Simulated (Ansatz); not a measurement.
# SiH4S (Si(SH)H3): methods side by side

SiH4S has 6 atoms, charge 0, and is taken as a singlet. SMILES: `[H][Si]([H])([H])S`. The coordinates come from a GFN2-xTB relaxation.

Each level gives the vertical electron affinity (to the doublet anion) (eV). The values are calculated.

The electron affinity is E(neutral) − E(anion): positive where the electron is bound.

| level | kind | program | value (eV) | less FCI/STO-3G |
| --- | --- | --- | --- | --- |
| SVWN5/STO-3G | LDA | Ansatz | -9.72 | +1.33 |
| PBE/STO-3G | GGA | Ansatz | -9.60 | +1.45 |
| r2SCAN0/STO-3G | hybrid meta-GGA | Ansatz | -9.62 | +1.43 |
| wB97M-V/STO-3G | range-separated hybrid | Ansatz | -9.78 | +1.27 |
| B2PLYP/STO-3G | double hybrid | Ansatz | -10.09 | +0.96 |
| RPA@PBE/STO-3G | RPA | Ansatz | -11.08 | -0.03 |
| BCCD(T)/STO-3G | coupled cluster or CI | Ansatz | -11.05 | 0.00 |
| CCSDTQ/STO-3G | coupled cluster or CI | Ansatz | -11.05 | 0.00 |
| FCI/STO-3G | exact in the basis | Ansatz | -11.05 | 0.00 |

FCI/STO-3G is exact within its basis and frozen core, so for wave-function methods in that basis the difference is their error; functionals converge differently with the basis, so for them it is only a difference. The values span -11.08 to -9.60 eV. All rows use very small basis sets, so even the best lies far from the true value. Negative values mean that the anion is unbound at that level; they are set by how diffuse the basis is and aren't properties of the molecule.

The extra electron has no low-lying valence orbital to enter. In silanethiol the bonding and lone-pair levels are filled, leaving only σ* combinations of the Si–S, Si–H and S–H bonds. Confined to these compact orbitals, the electron pays a large cost in kinetic energy and repulsion, which explains the strongly negative values at every level.

BCCD(T) and CCSDTQ both reproduce the FCI value of -11.05 eV, so connected quadruple excitations have no visible net effect on this energy difference. RPA@PBE comes close at -11.08 eV, whereas the density functionals all make attachment less unfavourable, probably because their correlation terms credit the added electron with short-range correlation that the few virtual orbitals cannot describe. The functionals do not approach FCI steadily with sophistication: SVWN5 lies nearer than PBE or r2SCAN0, though B2PLYP is the nearest of the five. The vertical values leave open whether the anion would relax by stretching or breaking the Si–S bond.
